# Naming the vibrations of aluminium nitride

A calculated list of vibrations and a measured Raman spectrum of the same crystal are easily matched line by line, nearest value to nearest value. In aluminium nitride this goes wrong, and the closest agreement is the most misleading. The eight lettered rows below mix one calculated wavenumber with seven measured ones. The table prints only the calculated one. The measured values, in cm⁻¹, are A 659.7, B 657.4, C 888.7, D 247.6, E 656.1, G 669.1 and H 893.1. Which vibration does each belong to? The candidates are row numbers of the full table near the end, where the mode names are given.

Zone-centre vibrations of wurtzite AlN (P6_3mc, 4-atom relaxed cell), computed with ABINIT 10.8.3 using plane-wave DFT with the PBE functional, PseudoDojo NC SR PBE v0.4.1 standard pseudopotentials, a cutoff of 1142.88 eV and an 8 × 8 × 4 k-point mesh. Computed wavenumbers are harmonic and leave out the long-range electric field, so they include no LO modes. Candidates: 12, 19, 10, 2, 8, 18, 14, 9.

```csv
row,computed wavenumber (cm⁻¹)
A,n/a
B,n/a
C,n/a
D,n/a
E,n/a
F,655.5
G,n/a
H,n/a
```

## How the atoms can move

The crystal consists of double layers of Al and N stacked along a hexagonal axis, with two Al and two N atoms in the repeating cell. Each vibration of the cell is described by two features: whether the atoms move along the axis or across it, and whether the two AlN pairs move in step or in opposition. Motion across the axis has two equivalent directions, so such modes come as pairs of equal wavenumber, called two-fold. Motion along the axis gives single, one-fold modes.

When the two pairs move in step, with Al going one way and N the other, their electric dipoles add up. The mode is called A1 if the motion is along the axis and E1 if it is across. When the pairs move in opposition the dipoles cancel, which gives E2 across the axis and B1 along it. The B1 modes are silent: ordinary Raman and infrared spectra do not show them.

There are two E2 modes, and they lie far apart. In the low one, neighbouring double layers largely slide past each other, which bends bonds more than it stretches them. In the high one, Al and N move against each other and the bonds are stretched. Stretching a bond costs much more energy than bending it, so the high mode falls close to A1 and E1.

An A1 or E1 vibration can also travel through the crystal in two ways. In a transverse wave (TO) the atoms move at right angles to the direction of travel. In a longitudinal wave (LO) they move along it, and charge piles up in sheets of alternating sign. The electric field between these sheets pulls the atoms back and raises the wavenumber. E2 has no net dipole and therefore no such splitting.

The measured candidates are thus E2(low), A1(TO), E2(high), E1(TO), A1(LO) and E1(LO).

## The easy row and the trap

D, at 247.6 cm⁻¹, can only be E2(low). The calculation has a two-fold mode at 237.9 cm⁻¹, and the next mode of any kind comes only at 536.7 cm⁻¹. An error of ten wavenumbers does no harm when the neighbours are hundreds away.

F is the calculated row, a two-fold mode at 655.5 cm⁻¹. The calculation has another two-fold mode just below it, at 643.7 cm⁻¹, so one of them must be E2(high) and the other E1(TO). The calculated infrared strengths decide: the lower mode has none and F has a substantial one. F therefore carries a dipole and is E1(TO).

Now compare F with E, measured at 656.1 cm⁻¹. They differ by only 0.6 cm⁻¹, and it is tempting to call E the E1(TO) line as well. That would be sound if the calculation had no error of its own, which can be tested on a mode whose identity is not in question.

## Correcting for soft springs

A1(TO) serves as that test. It is the only one-fold mode with a calculated infrared strength and lies at 601.3 cm⁻¹, and two measured lines outside the lettered set, labelled A1(TO) in their papers, lie at 610.4 and 614.1 cm⁻¹. The calculated springs are slightly too soft. Dividing the mean of the two measured values by the calculated one gives a scale factor of 1.018.

If the other bond-stretching modes are soft to a similar degree, the same factor should bring them close to experiment. It moves E2(high) to 655 cm⁻¹ and E1(TO) to 667 cm⁻¹. E now sits on E2(high), and G, at 669.1 cm⁻¹, goes with E1(TO). None of the lettered rows was used to obtain the factor.

The spacing supports this choice. E and G come from the same paper and lie 13.0 cm⁻¹ apart, while the calculation separates E2(high) and E1(TO) by 11.8 cm⁻¹. A shared softness shifts both modes together and nearly drops out of their difference. Spacings are therefore a better guide here than absolute positions.

B was measured at 80 K and lies only 1.3 cm⁻¹ above E, which was taken at 300 K. A small rise on cooling is normal, because a cold crystal is slightly contracted and its atoms swing less widely. B is the same vibration as E.

A, at 659.7 cm⁻¹, is less clear. It lies 4 cm⁻¹ above the scaled E2(high) and 8 cm⁻¹ below the scaled E1(TO), so E2(high) is favoured by a modest margin. A comes from the paper that places A1(TO) at 614.1 cm⁻¹. Scaling by that line alone puts E2(high) at 643.7 × 614.1/601.3 = 657.4 cm⁻¹, which strengthens the case.

## The field behind the two highest rows

C and H lie near 890 cm⁻¹, far above any vibration in the calculated column, which ends at 710.5 cm⁻¹. That column leaves out the long-range electric field, so it holds neither A1(LO) nor E1(LO). The size of the missing effect can be estimated from the charges that move:

ω(LO)² = ω(TO)² + 8πe²Z²/(V ε μ)

Here ω is the angular frequency, which is proportional to the wavenumber, and Z the effective charge that an atom carries as it moves. V is the volume of the cell with its two AlN pairs, ε the screening by the electrons, and μ the reduced mass of Al and N. Large moving charges and light atoms widen the gap between LO and TO, while easily polarised electrons narrow it. The same reasoning applies to other polar crystals with this structure.

For A1 the calculation gives Z = 2.67 and ε = 4.65. The volume is 4 × 10.63 = 42.5 Å³, the reduced mass is 9.22 atomic units, and e² is 14.4 eV Å. The last term is then 1.41 eV/Å² per atomic mass unit, which corresponds to a wavenumber of about 620 cm⁻¹. Added in squares, √(601.3² + 620²) gives 864 cm⁻¹.

The full calculation with the field included gives 863.7 cm⁻¹ for A1(LO) and 885.9 cm⁻¹ for E1(LO). The close agreement for A1 is expected, because the full calculation adds the same field term from the same charges and screening. It checks the arithmetic of the estimate and does not test the calculation against nature.

## Where scaling fails

C, at 888.7 cm⁻¹, is another trap: the nearest calculated value is E1(LO). Scaling by 1.018 moves A1(LO) to 879 cm⁻¹ and E1(LO) to 902 cm⁻¹. C is then somewhat closer to A1(LO), but H, at 893.1 cm⁻¹, is closer to E1(LO). Position alone leaves C weakly assigned and H ambiguous.

The factor falls short because it was taken from a transverse mode, which feels the springs but not the field. For the lines of the paper that reports C, the calculated difference between the squared LO and TO wavenumbers is only 92–93% of the measured one, for both A1 and E1. The field is therefore too weak as well. A likely reason is that this level of theory usually makes electrons too easy to polarise, so that they screen the field too strongly. Errors in the volume and the moving charges may also contribute, and nothing here separates them.

The spacing helps again. The calculation puts A1(LO) 22.2 cm⁻¹ below E1(LO). The paper that reports C has another line 22.5 cm⁻¹ above it, and the paper that reports H has one 22.1 cm⁻¹ above. In each case the lower line should be A1(LO), so both C and H receive that name.

For H this rests on pairing it with the right partner. Its paper reports a further line at 895.6 cm⁻¹, only 19.6 cm⁻¹ below the upper one. The spacing still identifies the lower group as A1(LO), but agreement to a tenth of a wavenumber should not be taken seriously.

## The answer

D and F are sure. E, B and G are well supported, and A is probable on its value and firmer once its own paper is considered. C and H need their companion lines. The full table shows what the papers themselves say.

The rows with their labels:

```csv
row,computed wavenumber (cm⁻¹),what it is,measured wavenumber (cm⁻¹),"label in the paper, method, sample",temperature of the measurement (K),source
1,237.9,2-fold,n/a,n/a,n/a,n/a
2,n/a,n/a,247.6,E2(low); micro-Raman; bulk crystal,300,pmc:10004678 (2023)
3,536.7,1-fold,n/a,n/a,n/a,n/a
4,601.3,1-fold,n/a,n/a,n/a,n/a
5,n/a,n/a,610.4,A1(TO); micro-Raman; bulk crystal,300,pmc:10004678 (2023)
6,n/a,n/a,614.1,A1(TO); Raman; bulk crystal,300,pmc:9784680 (2022)
7,643.7,2-fold,n/a,n/a,n/a,n/a
8,655.5,2-fold,n/a,n/a,n/a,n/a
9,n/a,n/a,656.1,E2(high); micro-Raman; bulk crystal,300,pmc:10004678 (2023)
10,n/a,n/a,657.4,E2(high) at 80 K; temperature-dependent micro-Raman; bulk crystal,80,pmc:10004678 (2023)
11,n/a,n/a,657.5,E2(high) at 80 K; temperature-dependent micro-Raman; bulk crystal,80,pmc:10004678 (2023)
12,n/a,n/a,659.7,E2(high); Raman; bulk crystal,300,pmc:9784680 (2022)
13,n/a,n/a,660.3,E2(high); Raman; bulk crystal,300,pmc:9784680 (2022)
14,n/a,n/a,669.1,E1(TO); micro-Raman; bulk crystal,300,pmc:10004678 (2023)
15,n/a,n/a,671.3,E1(TO); Raman; bulk crystal,300,pmc:9784680 (2022)
16,n/a,n/a,673.6,E1(TO); Raman; bulk crystal,300,pmc:9784680 (2022)
17,710.5,1-fold,n/a,n/a,n/a,n/a
18,n/a,n/a,888.7,A1(LO); micro-Raman; bulk crystal,300,pmc:10004678 (2023)
19,n/a,n/a,893.1,A1(LO); Raman; bulk crystal,300,pmc:9784680 (2022)
20,n/a,n/a,895.6,A1(LO); Raman; bulk crystal,300,pmc:9784680 (2022)
21,n/a,n/a,911.2,E1(LO); micro-Raman; bulk crystal,300,pmc:10004678 (2023)
22,n/a,n/a,915.2,E1(LO); Raman; bulk crystal,300,pmc:9784680 (2022)
```

The row numbers follow only the order of size; the physics is in the mode names.

- A is row 12, B is row 10 and E is row 9: E2(high).
- C is row 18 and H is row 19: A1(LO).
- D is row 2: E2(low).
- G is row 14: E1(TO).
- F is row 8, the calculated E1(TO).

The papers' labels agree with the seven measured assignments. F has no such label, and its name rests on symmetry and infrared strength.

## How large the error is, and what to do

The calculated A1(TO), E2(high) and E1(TO) lie 1.5–2.7% below the values measured at 300 K. The run used a cell relaxed with PBE itself. A plausible cause is that this functional usually makes the crystal slightly too large, and longer bonds are softer. A calculation at the measured cell size would test this, but none is available here. E2(low) is 3.9% too low, and the same explanation is doubtful for it, because bond-bending modes of this kind usually respond weakly to volume. Its larger relative error remains unexplained.

For practical work, name each calculated mode by its degeneracy and infrared strength before looking at any measured number. Leave the silent modes in rows 3 and 17 without a partner, however conveniently a measured line may fall. Then compare spacings between lines from one sample, since the papers differ among themselves by a few wavenumbers.

For the longitudinal lines, ask for a calculation that includes the electric field. Do not expect a factor taken from transverse modes to correct them fully: in row 19 it favours the wrong vibration.
